## Carbon–fluorine bond enthalpy of CF₄: basis set against functional

Breaking one C–F bond of CF₄ gives the radicals CF₃ and F, and the enthalpy of this step is known well enough to judge a calculation. How strongly does the computed value depend on the basis set, and how strongly on the density functional? Eight levels of theory are used here to forecast two more, PBE0-D3(BJ) in the small def2-SV(P) basis and M06-2X in def2-TZVP.

PySCF 2.14.0, non-relativistic DFT at the levels listed: enthalpy of C–F bond homolysis in neutral singlet CF₄ at 298.15 K and 1 bar. Each species is optimised at PBE0-D3(BJ)/def2-SVP, which also supplies the thermal terms. Atoms are numbered in the order of the SMILES string FC(F)(F)F.

| level | integration grid level | site or bond (first listed) | measured enthalpy (kJ/mol) | broken computed (kJ/mol) | broken error (kJ/mol) |
| --- | --- | --- | --- | --- | --- |
| LC-wPBE/def2-TZVP | 2 | F1-C2 | 544.6 | 534.7 | -9.900 |
| PBE0-D3(BJ)/def2-TZVP | 2 | F1-C2 | 544.6 | 529.0 | -15.500 |
| PBE0-D3(BJ)/pcseg-1 | 2 | F1-C2 | 544.6 | 528.9 | -15.700 |
| PBE0-D3(BJ)/def2-SVPD | 2 | F1-C2 | 544.6 | 532.0 | -12.500 |
| M06/def2-TZVP | 3 | F1-C2 | 544.6 | 550.7 | 6.200 |
| PBE0-D3(BJ)/cc-pVTZ | 2 | F1-C2 | 544.6 | 534.3 | -10.200 |
| PBE0-D3(BJ)/6-31+G(d) | 2 | F1-C2 | 544.6 | 523.5 | -21.100 |
| B97-2/def2-TZVP | 2 | F1-C2 | 544.6 | 532.1 | -12.400 |
| PBE0-D3(BJ)/def2-SV(P) | 2 | F1-C2 | ? | ? | ? |
| M06-2X/def2-TZVP | 3 | F1-C2 | ? | ? | ? |

The column "broken computed" is the computed enthalpy for breaking the bond, and "broken error" is that value less the measured enthalpy from the Active Thermochemical Tables. The four bonds are equivalent, so one of them stands for all. Geometry and thermal terms are common to the levels, and the step from electronic energy to enthalpy is the same −8.3 kJ/mol in each known row. What varies down the table is therefore the electronic energy alone.

### What the known levels show

With PBE0 held fixed, the five known basis sets spread over 10.8 kJ/mol. The two triple-zeta sets, def2-TZVP and cc-pVTZ, still differ by 5.3 kJ/mol, so even at this size the basis has not stopped mattering. The close agreement of the smaller pcseg-1 with def2-TZVP is then no sign of convergence.

With def2-TZVP held fixed, PBE0, B97-2 and LC-wPBE lie within 5.7 kJ/mol of one another, which is no more than the basis can do. M06 stands apart, 21.7 kJ/mol above PBE0, and is the only known level that overestimates the bond. The effect of its finer integration grid was not tested separately. The dispersion term that only PBE0 carries cannot be the source of the gap: it is attractive and favours the whole molecule over its fragments, so it strengthens the PBE0 bond and makes the gap smaller.

The share of exact exchange does not explain this order. Hartree–Fock theory binds molecules too weakly, so more exact exchange often means a weaker bond. Yet M06 contains nearly the same share as PBE0, about a quarter, and gives a much stronger bond. The remaining exchange and correlation terms, and the data to which they were adjusted, must matter as well.

### Forecast for the small basis

For carbon and fluorine, def2-SV(P) is def2-SVPD without its diffuse functions, the wide ones that describe the outer part of the electron cloud. The electronic part of the bond enthalpy is

$$D = E(\mathrm{CF_3}) + E(\mathrm{F}) - E(\mathrm{CF_4}).$$

Adding functions to a basis lowers each of the three energies $E$. The bond energy $D$ falls if the two fragments together gain more than the molecule, and rises if the molecule gains more.

Two effects pull in opposite directions. Fluorine in CF₄ draws electrons from carbon, and an electron-rich atom needs diffuse functions; without them the molecule suffers and the bond looks too weak. On the other hand, a fluorine atom in the molecule can use the functions of its neighbours to repair its own poor description, while a free atom has no neighbours. This borrowing, known as basis set superposition error, favours the molecule and makes the bond look too strong.

CF₄ is compact, and each fluorine has a carbon and three other fluorines close by. Borrowing was therefore judged to win, by about 10 kJ/mol, a size that is a guess. Added to the def2-SVPD value of 532.0 kJ/mol, it gives a forecast of 542 ± 15 kJ/mol, that is, 527 to 557, probably above def2-SVPD.

### Forecast for M06-2X

M06-2X was parametrised with much attention to main-group thermochemistry, so its forecast is centred on the measured enthalpy. One correction is made, because the calculation is non-relativistic; other relativistic effects are left to the error bar. In nature, spin–orbit coupling splits the ground state of the free fluorine atom and so lowers the energy of the products, whereas the closed-shell molecule has no such splitting.

The correction can be worked out by hand. The splitting is roughly 4.8 kJ/mol, with four states in the lower level and two in the upper. Their weighted mean does not move, so the lower level sits one third of the splitting, 1.6 kJ/mol, below it. At room temperature about 7 % of the atoms are in the upper level, which gives back 0.3 kJ/mol.

The net lowering is 1.3 kJ/mol. A calculation that lacked only this lowering would thus give $544.6 + 1.3 = 545.9$ kJ/mol. The forecast is 546 ± 12 kJ/mol, or 534 to 558, with the sign of the error left open. The width allows for the shifts between basis sets and functionals seen above.

### Computed values

The withheld rows as computed:

| level | integration grid level | site or bond (first listed) | measured enthalpy (kJ/mol) | broken computed (kJ/mol) | broken error (kJ/mol) |
| --- | --- | --- | --- | --- | --- |
| PBE0-D3(BJ)/def2-SV(P) | 2 | F1-C2 | 544.6 | 553.2 | 8.600 |
| M06-2X/def2-TZVP | 3 | F1-C2 | 544.6 | 545.7 | 1.100 |

Both values fall inside their ranges, but they teach different things. For def2-SV(P) the direction was right and the size was not: the computed 553.2 kJ/mol lies 11.2 above the centre of the forecast. Removing the diffuse functions from def2-SVPD strengthens the bond by 21.2 kJ/mol, about twice the guessed amount. This one change outweighs the whole spread of the five PBE0 levels known before.

In terms of the three energies, diffuse functions lower CF₃ and F together by 21.2 kJ/mol more than they lower CF₄. That is what borrowing predicts: in the small basis, each atom of the molecule would already have repaired part of its deficiency with its neighbours' functions. The comparison gives only the net effect, however. A counterpoise calculation, in which each fragment is given the basis functions of the whole molecule, would show how much of it is truly borrowing.

One known level warns against too simple a rule. The basis pcseg-1 is also of double-zeta size and has no added diffuse functions, yet it gives 528.9 kJ/mol, close to def2-TZVP. The lack of diffuse functions thus does not by itself produce an overly strong bond. A likely reason is that the ordinary valence functions of the two sets, which were optimised differently, do not describe the free fluorine atom equally well, but the table cannot test this.

For M06-2X the computed 545.7 kJ/mol agrees with the centre of the forecast to 0.2. Such closeness is partly luck, because with PBE0 a mere change of triple-zeta basis moves the result by far more. The result agrees with the idea that a functional adjusted to thermochemistry does well here, but a single molecule cannot prove it. M06-2X has about twice the exact exchange of M06 and gives a bond 5.0 kJ/mol weaker, yet still 16.7 stronger than PBE0, so exact exchange again fails to order the functionals.

### A small error from a poor basis

Among the six PBE0 levels, def2-SV(P) now has the smallest error against the measured enthalpy, +8.6 kJ/mol. In the larger def2-TZVP basis the same functional is off by −15.5. The small basis is not the better description. It makes the bond too strong, PBE0 in the larger basis makes it too weak, and the two faults partly cancel. Agreement with experiment at one level therefore says little until the basis has been varied.

A simple model makes a related point about error bars. The mean of the five known PBE0 levels, with no allowance for the kind of basis, is 529.5 kJ/mol, and leaving out each level in turn suggests an uncertainty of about 5. For def2-SV(P), which was not in the fit, this mean is 23.7 kJ/mol too low. The scatter among known basis sets measured only the faults that those sets happened to have; the printed output below lists the other misses.

The same reasoning carries over to a neighbouring process, the splitting of CF₄ into the ions CF₃⁺ and F⁻. The extra electron of fluoride occupies a wide cloud, so a basis without diffuse functions places the free ion much too high in energy. The computed cost of dissociation should then again be too large, and by a good deal more than for the radicals, though this was not calculated here. To guess the direction for another bond, one asks which side of the reaction gains more from the added functions.

CF₄ serves as an etch gas in chip making, where a plasma turns it into reactive fluorine and CF$_x$ radicals. Bond enthalpies like these enter models of the plasma chemistry, and the table shows that the choice of basis alone can shift them by more than 20 kJ/mol. They are not etch rates, because in the plasma the molecule is broken mainly by electron impact.

Output of the analysis:

```
Missing fluorine spin-orbit lowering of the enthalpy at 298 K, kJ/mol: 1.271
Enthalpy minus electronic energy, shared by all known rows, kJ/mol: -8.26
Spread of the known PBE0 rows over basis sets, kJ/mol: 10.8
cc-pVTZ minus def2-TZVP with PBE0, kJ/mol: 5.3
Spread of known functionals in def2-TZVP without M06, kJ/mol: 5.7
M06 minus PBE0 in def2-TZVP, kJ/mol: 21.7
Forecast for PBE0/def2-SV(P), error bar 15, kJ/mol: 542
Forecast for M06-2X/def2-TZVP, error bar 12, kJ/mol: 545.9
fit of broken_computed on 5 rows (pbe): constant 529.5 +/- 1.8; rms 3.63, worst PBE0-D3(BJ)/6-31+G(d) 6.04, leave-one-out rms 4.54
  rows outside the fit (model, value, miss): LC-wPBE/def2-TZVP 529.5, 534.7, -5.16; M06/def2-TZVP 529.5, 550.7, -21.2; B97-2/def2-TZVP 529.5, 532.1, -2.56; PBE0-D3(BJ)/def2-SV(P) 529.5, 553.2, -23.7; M06-2X/def2-TZVP 529.5, 545.7, -16.2
Forecast less computed for PBE0/def2-SV(P), kJ/mol: -11.2
Forecast less computed for M06-2X, kJ/mol: 0.1713
Computed def2-SV(P) minus def2-SVPD with PBE0, kJ/mol: 21.2
Computed def2-SV(P) minus def2-TZVP with PBE0, kJ/mol: 24.2
Computed M06-2X minus M06, kJ/mol: -5
Computed M06-2X minus PBE0 in def2-TZVP, kJ/mol: 16.7
Errors against the measured enthalpy in kJ/mol:
                     row  error  error_with_spin_orbit
       LC-wPBE/def2-TZVP   -9.9                 -11.17
   PBE0-D3(BJ)/def2-TZVP  -15.5                 -16.77
     PBE0-D3(BJ)/pcseg-1  -15.7                 -16.97
   PBE0-D3(BJ)/def2-SVPD  -12.5                 -13.77
           M06/def2-TZVP    6.2                  4.929
     PBE0-D3(BJ)/cc-pVTZ  -10.2                 -11.47
   PBE0-D3(BJ)/6-31+G(d)  -21.1                 -22.37
         B97-2/def2-TZVP  -12.4                 -13.67
  PBE0-D3(BJ)/def2-SV(P)    8.6                  7.329
        M06-2X/def2-TZVP    1.1                -0.1713
```
